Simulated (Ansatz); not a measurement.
# Ni: pressure against volume scale

All results are calculated (Ansatz 0.2.0). Periodic Kohn-Sham DFT of a crystal at fixed atoms, scaled to volume_scale times the given cell; pressure positive in compression, energy less spherical unpolarised free atoms, largest_vzz the field gradient of largest size among the nuclei.

The cell before it is scaled or strained (space group Fm-3m, No. 225):
```
cell vectors (Å)
   0.0000     1.7679     1.7679
   1.7679     0.0000     1.7679
   1.7679     1.7679     0.0000
atoms (fractions of the cell vectors)
Ni  0.00000  0.00000  0.00000
```

Settings of every row: method frozen-core PAW; functional LDA; relativity scalar; k mesh 20x20x20; filling fermi-dirac; smearing width 0.05 eV; wave cutoff 420 eV; paw set soft_2.

Atom:
| element | start moment (bohr magneton) |
| --- | --- |
| Ni | 1.5 |

Limits: PAW files made with PBE; all rows lie far from zero pressure; with one magnetic atom in the cell only parallel moments are possible.

| row | volume scale | V (Å³/atom) | pressure (GPa) | cell moment (bohr magneton) |
| --- | --- | --- | --- | --- |
| 1 | 0.94 | 10.388 | -8.075 | 0.617 |
| 2 | 0.95 | 10.5 | -10.294 | 0.618 |
| 3 | 0.96 | 10.611 | ? | ? |
| 4 | 0.98 | 10.832 | -16.145 | 0.623 |
| 5 | 0.99 | 10.942 | -17.854 | 0.625 |
| 6 | 1 | 11.052 | -19.453 | 0.627 |
| 7 | 1.01 | 11.163 | -20.949 | 0.628 |
| 8 | 1.02 | 11.274 | -22.348 | 0.63 |
| 9 | 1.04 | 11.493 | -24.88 | 0.633 |
| 10 | 1.05 | 11.604 | -26.018 | 0.634 |
| 11 | 1.06 | 11.714 | -27.083 | 0.636 |

Question: what pressure should row 3 give?

Worked fit of pressure. Take u = (V_r/V)^(2/3) − 1 with V_r = 11.107 Å³ an atom, which is twice the finite (Eulerian) strain; such expansions in the strain, on which the Birch-Murnaghan equation of state is built, carry the rest volume and the bulk modulus. The shown rows have u = 0.04563, 0.03818, 0.01685, 0.01003, 0.00331, -0.00335, -0.0099, -0.02252, -0.02876, -0.03485. Least squares give pressure = −20.2044 + 226.849 × u + 853.69 × u² GPa; a straight line predicts inner rows, each left out in turn, worse (root mean square 0.52 against 0.011 GPa). The rows lie off it by 0.001, 0.005, -0.005, -0.011, -0.009, 0.006, 0.019, 0.000, 0.004, -0.010 (root mean square 0.0088 GPa). The withheld row has u = 0.03092, so the fit gives −20.2044 + 226.849 × (0.03092) + 853.69 × (0.03092)² = -12.374 GPa.

The calculation gave -12.373 GPa. The fit lies 0.001 GPa (0.0053 % of the column's range) below it, one unit of the last digit.

The other values of row 3: cell moment 0.62 bohr magneton.
